Neutral Sr on an Al site in AlN: what sets the hyperfine constants around the hole

Sr brings two valence electrons where Al brings three, so the neutral defect leaves one hole, an unpaired spin S = 1/2. In this PBE calculation the ions were relaxed, down to forces of 0.011 eV/Å, in a cell of fixed size. The site moment m is the net spin near an atom in Bohr magnetons (μB), r is the distance from the defect, and the mass number names the isotope. A is the isotropic coupling between electron spin and nuclear spin, which sets line splittings in spin resonance.

Ansatz 0.2.0, plane waves with default PAW datasets, PBE, scalar-relativistic, spin-polarised: neutral Sr on an Al site in AlN, 48-atom supercell with one unpaired electron, ions relaxed in a fixed cell. Cutoff 420 eV, 3×4×2 k-point mesh. The hyperfine constant A, defined by H = A I·S, comes from the contact spin density alone, with the cores responding.

```
atom  distance from the defect (Å)  site moment (muB)  mass number  isotropic hyperfine constant (MHz)
 Sr1                          0.10               0.05           87                               -47.1
 N46                          2.21               0.02           14                                 0.6
 N25                          2.28               0.01           14                                 0.2
 N38                          2.31               0.32           14                                21.2
 N40                          2.33               0.32           14                                21.1
 N26                          3.03               0.01           14                                 0.9
 Al3                          3.11               0.00           27                               -26.5
 Al9                          3.11               0.00           27                                -2.6
Al22                          3.15               0.00           27                                -0.7
 Al5                          3.18               0.00           27                               -12.5
Al14                          3.21               0.00           27                               -10.0
Al16                          3.21               0.00           27                               -10.1
 Al7                          3.23               0.00           27                               -12.1
 N44                          3.55               0.01           14                                 1.6
 N48                          3.64               0.00           14                                -0.5
 N27                          3.66               0.00           14                                -0.6
```

1. Where does the hole sit?

It sits mainly on two of the four nitrogen neighbours of Sr. N38 and N40 carry 0.32 μB each, together 0.64 of the 1 μB in the cell, while the closer N46 and N25 carry almost none. Nitrogen is the natural host because the top of the AlN valence band consists of N 2p states. Sr itself lies 0.10 Å from the origin of r, about as much as these four distances differ, so their order need not be that of the Sr–N bond lengths.

2. Does A fall off with distance?

Within these shells it follows the hole instead. A least-squares line through the origin over all eight N rows,

A = Q m,

gives Q = 66 MHz/μB and an rms residual of 0.5 MHz, against 7.9 MHz for a law C/r³ fitted to the same rows. N38 and N40 alone fix Q, so the fit locates the hole and leaves linearity untested.

3. Why is the largest |A| on Sr, and why is it negative?

A measures the spin density ρ(0) exactly at the nucleus, multiplied by the nuclear g factor g_N. The Fermi contact formula for S = 1/2 is

A = (2μ0/3) g_e μB g_N μN ρ(0)/h = 800 MHz·bohr³ × g_N × ρ(0),

with μ0 the vacuum permeability, g_e the electron g factor, μN the nuclear magneton and h Planck's constant. With rough recalled nuclear moments, g_N is −1.1/4.5 for ⁸⁷Sr and 0.40 for ¹⁴N:

Sr1: ρ(0) = −47.1 / (800 × (−1.1/4.5)) = +0.24 bohr⁻³
N38: ρ(0) = 21.2 / (800 × 0.40) = +0.066 bohr⁻³

The minus sign on Sr therefore belongs to the nucleus, and the spin density there is positive and 3.6 times that at N38. Only s orbitals reach the nucleus, so what counts is s character, not the size of the moment: Sr shows 4.8 bohr⁻³ per μB against 0.21 on N38, whose moment is almost all p. The Sr 5s orbital is no denser at its nucleus than N 2s, so the whole 0.05 μB would have to be 5s. A likelier source, which this run doesn't separate out, is the filled 4s shell: it is far denser at the nucleus, and its overlap with the N 2p hole orbital passes on spin of the majority sign. The same formula handles a change of isotope: ¹⁵N rescales A by roughly −1.4, to about −30 MHz.

4. Why is A on the hole-bearing N so modest?

A 2p orbital has a node at the nucleus. A full 2s electron on ¹⁴N would give roughly 1800 MHz (a recalled size), so 21 MHz corresponds to about 1 % of an electron of net s spin. The same site moment in an sp³ hybrid, one quarter s, would give seven times the tabulated value. This argues for a nearly pure 2p hole, whose small contact term comes from slight s admixture and from exchange polarisation of the s shells. Such a hole also couples strongly through the direction-dependent dipolar term, which enters a measured spectrum on top of A.

5. Why are all Al values negative, with a moment of 0.00?

Since g_N of ²⁷Al is positive, negative A means spin opposite to the net spin at the nucleus. On Al22 the value is too small for its sign to be trusted. The standard cause is spin polarisation: exchange draws majority spin in an N–Al bond toward the spin-carrying N and leaves minority spin at the Al end. The calculation does contain such reversed spin, because its absolute magnetisation exceeds the net one by twice 0.043 μB. A g_N about 3.6 times that of ¹⁴N makes it visible, so that Al3 exceeds N38 in |A| on roughly a third of the density. The strong Al couplings should then lie on atoms bonded to the hole-bearing N.

6. Why does Al3 stand out?

Each hole-bearing N binds Sr and three Al, which makes six N–Al bonds. The table lists seven of the eleven Al neighbours of Sr in this cell. Sharing the sum of the seven Al values among them gives

u = −74.5 MHz / 6 = −12.4 MHz per bond, A ≈ n u,

where the bond count n is A/u rounded, read from the couplings rather than from coordinates. Four atoms get n = 1, Al9 and Al22 get 0, and Al3 gets 2, or −24.8 MHz against the tabulated −26.5 MHz, with Al3 itself part of the sum. The rms residual is 1.75 MHz. A fitted C/r³ leaves 7.7 MHz, but rounding n keeps every misfit within half of u, so beating that law is built in and doesn't confirm the count. The count misses Al14, Al16 and Al9 by more than 2 MHz each, as expected if one u averages two kinds of bond and the sum takes in atoms with no bond to the hole.

In an infinite crystal the six bonds end on six different Al atoms. The short cell edge of 6.226 Å is only two lattice constants, so one Al lies midway between Sr and its periodic image and can bind an N neighbour of each. Half the edge is 3.113 Å, which matches Al3, but Al9 has the same tabulated distance. The wurtzite network decides between them. The bridging Al binds two of the three N neighbours of Sr that lie off the c axis, and each of these binds one more Al in the plane of Sr and one along c: one doubled value and two pairs, as in the table. With the atoms numbered cell by cell in the 3 × 2 × 2 repeat, Al3 is the bridge between N38 and N40, Al5 and Al7 are their in-plane partners, Al14 and Al16 their partners along c, and Al9 and Al22 belong to N46. Two in-plane bonds give −12.5 − 12.1 = −24.6 MHz for Al3. This reading rests on the numbering rather than on relaxed coordinates; on it, a longer cell with the same shared hole would replace Al3 by two couplings like those of Al5 and Al7.

7. Is the sharing between two N atoms real, and which digits hold?

The sharing is what PBE gives in this cell, and it may be an artefact. On the assignment above, N38 and N40 are a mirror pair of the crystal, and through Al3 they form a chain that runs along the short edge from one Sr to its image. PBE spreads acceptor holes too far, and it is an untested possibility that a hybrid functional or a larger cell would trap the hole on one N. If A stayed proportional to m, that N would show about 42 MHz. The cell is also held at 10 GPa of compression, which bears on the relaxed geometry.

Values up to 1.6 MHz in size are uncertain by their own magnitude, in sign and order alike, and the 0.1 MHz between N38 and N40 is of rounding size. The larger values are good as a pattern and a scale only, since PBE underestimates core polarisation and Sr is treated without spin-orbit coupling. Before a spectrum is assigned to this defect, the calculation should be repeated with a larger cell with a longer short edge, held at the host lattice constants of the functional used, a hybrid functional and a start with the spin on a single N. The number of strongly coupled N nuclei, one or two, is the feature to compare first.
